**Simple-cubic late transition metals: forecasting Pt from Ir, Rh and Pd**

The table holds volume, bulk modulus, its pressure derivative, moment and neighbour distance of group 8 to 10 metals in the simple cubic structure, from scalar-relativistic plane-wave PAW calculations with m-r2SCAN. The program tests rectangular d-band filling $N(10-N)$, pure dilation $B\propto V^{-B'}$ and transfer of the step from nine to ten valence electrons between periods, and it sets stiffness from pressure differences against the change of moment. Band filling gives the direction of the 4d trend but leaves Pd 5.3 % too small and about 19 % too stiff, and the ferromagnetic Co→Ni step fails as a template. Pt, withheld, is forecast from Ir with a chosen fraction 0.8 ± 0.2 of the Rh→Pd step. All forecasts fall within their bars; volume and modulus imply a fraction near 0.67, whereas $B'$, the least certain quantity, implies 1.20.

Late transition metals in the simple cubic structure, each in the lowest-energy of the magnetic starts tried, from Ansatz 0.2.0 (m-r2SCAN, scalar-relativistic plane-wave PAW, 500 eV cutoff, Fermi-Dirac smearing of 0.05 eV). Volume, bulk modulus and its pressure derivative come from a third-order Birch-Murnaghan fit; site moments are taken in atomic spheres.

## Program and output

```python
# Table: volume, bulk modulus B, B', moment, neighbour distance of simple-cubic group 8-10 metals
# (Ansatz 0.2.0, plane-wave PAW, scalar-relativistic, m-r2SCAN). Tested: d-band filling N(10-N),
# pure dilation B ~ V^-B', and transfer of the group 9->10 step between periods to predict Pt.
T = {
    'element': ['Fe', 'Co', 'Ni', 'Ru', 'Rh', 'Pd', 'Ir', 'Pt'],
    'Z': [26, 27, 28, 44, 45, 46, 77, 78],
    'valence_electrons': [8, 9, 10, 8, 9, 10, 9, 10],
    'k_mesh': ['15×15×15', '15×15×15', '13×13×13', '21×21×21', '20×20×20', '12×12×12', '20×20×20', '20×20×20'],
    'volume_m_r2SCAN': [12.62, 12.21, 12.04, 15.45, 15.85, 17.34, 16.6, 17.64],  # Å³
    'bulk_modulus_m_r2SCAN': [145, 150, 165, 239, 203, 136, 268, 205],  # GPa
    'bulk_modulus_pressure_derivative_m_r2SCAN': [3.39, 3.01, 4.76, 4.68, 5.04, 5.39, 4.98, 5.4],
    'moment_m_r2SCAN': [2.23, 1.81, 0.42, 0.0, 0.0, 0.0, 0.0, 0.0],  # μB
    'magnetic_order_m_r2SCAN': ['ferromagnetic', 'ferromagnetic', 'non-magnetic', 'non-magnetic', 'non-magnetic', 'non-magnetic', 'non-magnetic', 'non-magnetic'],
    'neighbour_distance_m_r2SCAN': [2.331, 2.305, 2.291, 2.49, 2.513, 2.587, 2.553, 2.603],  # Å
}
HELD = [7]  # rows withheld from the fit
import numpy as np
el = T['element']; s = '_m_r2SCAN'
col = {'V': 'volume', 'B': 'bulk_modulus', 'Bp': 'bulk_modulus_pressure_derivative',
       'm': 'moment', 'd': 'neighbour_distance'}
K = {el[i]: {k: T[c+s][i] for k, c in col.items()} for i in range(len(el)) if i not in HELD}
N = {e: v-1 for e, v in zip(el, T['valence_electrons'])}
L = np.log
print('rounding: V 0.005 A^3, B 0.5 GPa, B\' 0.005, d 0.0005 A')
print('steps between known rows: volume %, B %, B\' change; B % from pure dilation V^-B\'')
for a, b in [('Fe','Co'),('Co','Ni'),('Ru','Rh'),('Rh','Pd'),('Co','Rh'),('Ni','Pd'),('Rh','Ir')]:
    rv, rb = K[b]['V']/K[a]['V'], K[b]['B']/K[a]['B']
    print(f" {a}->{b}: V {100*(rv-1):+.1f}  B {100*(rb-1):+.1f}  B' {K[b]['Bp']-K[a]['Bp']:+.2f}  dilation {100*(rv**-K[a]['Bp']-1):+.1f}")
g = lambda e: N[e]*(10-N[e])
r = (g('Pd')-g('Rh'))/(g('Rh')-g('Ru'))
print(f"N(10-N): Ru {g('Ru')}, Rh {g('Rh')}, Pd {g('Pd')}; step ratio {r:.2f}")
for k, u in [('V','A^3'),('B','GPa')]:
    p1 = K['Rh'][k]*(K['Rh'][k]/K['Ru'][k])**r
    p2 = K['Rh'][k]*K['Ni'][k]/K['Co'][k]
    t = K['Pd'][k]
    act = L(t/K['Rh'][k])/L(K['Rh'][k]/K['Ru'][k])
    print(f" Pd {k} {t} {u}: filling model {p1:.2f} ({100*(p1/t-1):+.1f}%), actual step ratio {act:.2f}; Co->Ni step {p2:.2f} ({100*(p2/t-1):+.1f}%)")
dd = {e: K[e]['d']-K[e]['V']**(1/3) for e in K}
w = max(dd, key=lambda e: abs(dd[e]))
print(f"largest d - V^(1/3): {dd[w]:+.4f} A ({w})")
# further outputs of the same runs: pressures (GPa) and site moments (muB) at six scalings
x = np.array([0.88, 0.92, 0.96, 1.00, 1.04, 1.08])
P = {'Fe': [20.14254,13.1683,5.63034,-0.7073,-5.912398,-10.20741],
     'Co': [23.23836,13.57356,5.956594,-0.54206,-5.770516,-10.6405],
     'Ni': [29.282,17.36469,7.922851,0.42747,-5.515492,-10.19985],
     'Ru': [41.54365,24.51966,10.96588,0.16754,-8.429274,-15.25708]}
M = {'Fe': [1.825,2.042,2.151,2.230,2.293,2.344], 'Co': [1.467,1.605,1.731,1.815,1.890,1.914],
     'Ni': [0.340,0.370,0.399,0.423,0.445,0.472], 'Ru': [0]*6}
print('intervals x0.88..x1.08: -dP/dlnV (GPa) | moment rise (muB)')
for e in P:
    print(f" {e}:", ' '.join(f'{v:.0f}' for v in -np.diff(P[e])/np.diff(L(x))), '|', ' '.join(f'{v:.2f}' for v in np.diff(M[e])))
# further outputs: smearing entropy TS per atom at x1.00 (eV); TS = pi^2/3 sigma^2 D(EF)
TS = {'Ru': 0.012169, 'Rh': 0.012629, 'Pd': 0.021489/2, 'Ir': 0.010402}
I = 0.7  # eV, rough recalled Stoner parameter
for e in TS:
    D = 3*TS[e]/(np.pi*0.05)**2
    print(f" {e}: D(EF) {D:.2f} states/eV/atom, rough Stoner product I*D/2 {I*D/2:.2f} (I = {I} eV, recalled)")
print(f"step fraction from rough recalled fcc moduli (Ir 370, Pt 280, Rh 270, Pd 190 GPa): {L(280/370)/L(190/270):.2f}")
assert K['Ru']['V'] < K['Rh']['V'] < K['Pd']['V'] and K['Ru']['B'] > K['Rh']['B'] > K['Pd']['B']
assert K['Fe']['V'] > K['Co']['V'] > K['Ni']['V'] and K['Ir']['V'] > K['Rh']['V'] and K['Ir']['B'] > K['Rh']['B']
assert max(K['Fe']['Bp'], K['Co']['Bp']) < 4 < min(K[e]['Bp'] for e in ('Ni','Ru','Rh','Pd','Ir'))
f, df = 0.8, 0.2
mul = lambda k, q: K['Ir'][k]*(K['Pd'][k]/K['Rh'][k])**q
fun = {'V': lambda q: mul('V', q), 'd': lambda q: mul('V', q)**(1/3), 'B': lambda q: mul('B', q),
       'Bp': lambda q: K['Ir']['Bp']+q*(K['Pd']['Bp']-K['Rh']['Bp'])}
for i in HELD:
    print(f"{el[i]} from Ir plus fraction f = {f} +- {df} (chosen) of the Rh->Pd step")
    for k, u, n in [('V','A^3',2),('d','A',3),('B','GPa',0),('Bp','',2)]:
        p = fun[k](f); e = 0.15 if k == 'Bp' else abs(fun[k](f+df)-fun[k](f-df))/2
        t = T[col[k]+s][i]; p1 = fun[k](1)
        fi = (t-K['Ir'][k])/(K['Pd'][k]-K['Rh'][k]) if k == 'Bp' else L(t/K['Ir'][k])/L(K['Pd'][k]/K['Rh'][k])
        print(f" {k} predicted {p:.{n}f} +- {e:.{n}f} {u} (f=1: {p1:.{n}f})")
        print(f"   computed {t}, miss {p-t:+.{n}f} ({100*(p/t-1):+.1f}%, {abs(p-t)/e:.1f} bars); f=1 miss {100*(p1/t-1):+.1f}%; implied f {fi:.2f}")
    print(f" moment predicted below 0.05 muB; computed {T['moment'+s][i]} ({T['magnetic_order'+s][i]})")
    V, B = T['volume'+s][i], T['bulk_modulus'+s][i]
    for a in ('Ir', 'Pd'):
        rv = V/K[a]['V']
        print(f" {a}->{el[i]}: V {100*(rv-1):+.1f}%  B {100*(B/K[a]['B']-1):+.1f}%  dilation {100*(rv**-K[a]['Bp']-1):+.1f}%")
```

It prints:

```
rounding: V 0.005 A^3, B 0.5 GPa, B' 0.005, d 0.0005 A
steps between known rows: volume %, B %, B' change; B % from pure dilation V^-B'
 Fe->Co: V -3.2  B +3.4  B' -0.38  dilation +11.8
 Co->Ni: V -1.4  B +10.0  B' +1.75  dilation +4.3
 Ru->Rh: V +2.6  B -15.1  B' +0.36  dilation -11.3
 Rh->Pd: V +9.4  B -33.0  B' +0.35  dilation -36.4
 Co->Rh: V +29.8  B +35.3  B' +2.03  dilation -54.4
 Ni->Pd: V +44.0  B -17.6  B' +0.63  dilation -82.4
 Rh->Ir: V +4.7  B +32.0  B' -0.06  dilation -20.8
N(10-N): Ru 21, Rh 16, Pd 9; step ratio 1.40
 Pd V 17.34 A^3: filling model 16.43 (-5.3%), actual step ratio 3.52; Co->Ni step 15.63 (-9.9%)
 Pd B 136 GPa: filling model 161.52 (+18.8%), actual step ratio 2.45; Co->Ni step 223.30 (+64.2%)
largest d - V^(1/3): +0.0028 A (Fe)
intervals x0.88..x1.08: -dP/dlnV (GPa) | moment rise (muB)
 Fe: 157 177 155 133 114 | 0.22 0.11 0.08 0.06 0.05
 Co: 217 179 159 133 129 | 0.14 0.13 0.08 0.07 0.02
 Ni: 268 222 184 152 124 | 0.03 0.03 0.02 0.02 0.03
 Ru: 383 318 265 219 181 | 0.00 0.00 0.00 0.00 0.00
 Ru: D(EF) 1.48 states/eV/atom, rough Stoner product I*D/2 0.52 (I = 0.7 eV, recalled)
 Rh: D(EF) 1.54 states/eV/atom, rough Stoner product I*D/2 0.54 (I = 0.7 eV, recalled)
 Pd: D(EF) 1.31 states/eV/atom, rough Stoner product I*D/2 0.46 (I = 0.7 eV, recalled)
 Ir: D(EF) 1.26 states/eV/atom, rough Stoner product I*D/2 0.44 (I = 0.7 eV, recalled)
step fraction from rough recalled fcc moduli (Ir 370, Pt 280, Rh 270, Pd 190 GPa): 0.79
Pt from Ir plus fraction f = 0.8 +- 0.2 (chosen) of the Rh->Pd step
 V predicted 17.84 +- 0.32 A^3 (f=1: 18.16)
   computed 17.64, miss +0.20 (+1.1%, 0.6 bars); f=1 miss +3.0%; implied f 0.68
 d predicted 2.613 +- 0.016 A (f=1: 2.629)
   computed 2.603, miss +0.010 (+0.4%, 0.6 bars); f=1 miss +1.0%; implied f 0.67
 B predicted 195 +- 16 GPa (f=1: 180)
   computed 205, miss -10 (-5.1%, 0.7 bars); f=1 miss -12.4%; implied f 0.67
 Bp predicted 5.26 +- 0.15  (f=1: 5.33)
   computed 5.4, miss -0.14 (-2.6%, 0.9 bars); f=1 miss -1.3%; implied f 1.20
 moment predicted below 0.05 muB; computed 0.0 (non-magnetic)
 Ir->Pt: V +6.3%  B -23.5%  dilation -26.1%
 Pd->Pt: V +1.7%  B +50.7%  dilation -8.8%
```
